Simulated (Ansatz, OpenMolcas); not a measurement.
**How basis sets differ on AlH (SMILES [AlH])**

The species is AlH (2 atoms), meant as a singlet with charge 0. As SMILES, `[AlH]`. The shape is that of a PBE0-D4/def2-TZVP optimisation.

```jsonl
{"atom": "Al", "x (Å)": "0.0000", "y (Å)": "0.0000", "z (Å)": "-0.0256"}
{"atom": "H", "x (Å)": "0.0000", "y (Å)": "0.0000", "z (Å)": "1.6391"}
```

Quantity: the vertical ionisation energy (to the doublet cation), in eV. The values are calculated.

```csv
level,kind,program,value (eV),CPU time (all runs)
r2SCAN/3-21G,meta-GGA,OpenMolcas,7.97,7.3 s
r2SCAN/6-311G,meta-GGA,OpenMolcas,7.97,9 s
r2SCAN/cc-pVTZ,meta-GGA,Ansatz,8.02,4.5 s
r2SCAN/def2-TZVPPD,meta-GGA,OpenMolcas,8.01,24 s
```

The values span 7.97 to 8.02 eV. Times are those of the runs behind each value, whatever else they computed, on shared processors of several kinds: orders of magnitude only.

The vertical ionisation energy of AlH barely depends on the basis: even 3-21G, at 7.97 eV, lies close to the larger polarised sets. The electron leaves the highest σ orbital, essentially an aluminium 3s lone pair with some 3p character, directed away from hydrogen. This orbital is compact and well bound, so a modest valence basis already describes it, and much of the remaining basis error is common to the neutral molecule and the cation and cancels in the difference.

The small shift that remains separates the sets without polarisation functions, 3-21G and 6-311G, from the two that have them, which give 8.02 and 8.01 eV. Polarisation functions probably stabilise the neutral slightly more, since they help to shape the lone pair that ionisation breaks up. The added diffuse functions of def2-TZVPPD bring no further rise, as expected when neither state holds a loosely bound electron. This insensitivity would not carry over to the electron affinity, and it leaves the error of the functional itself untested.
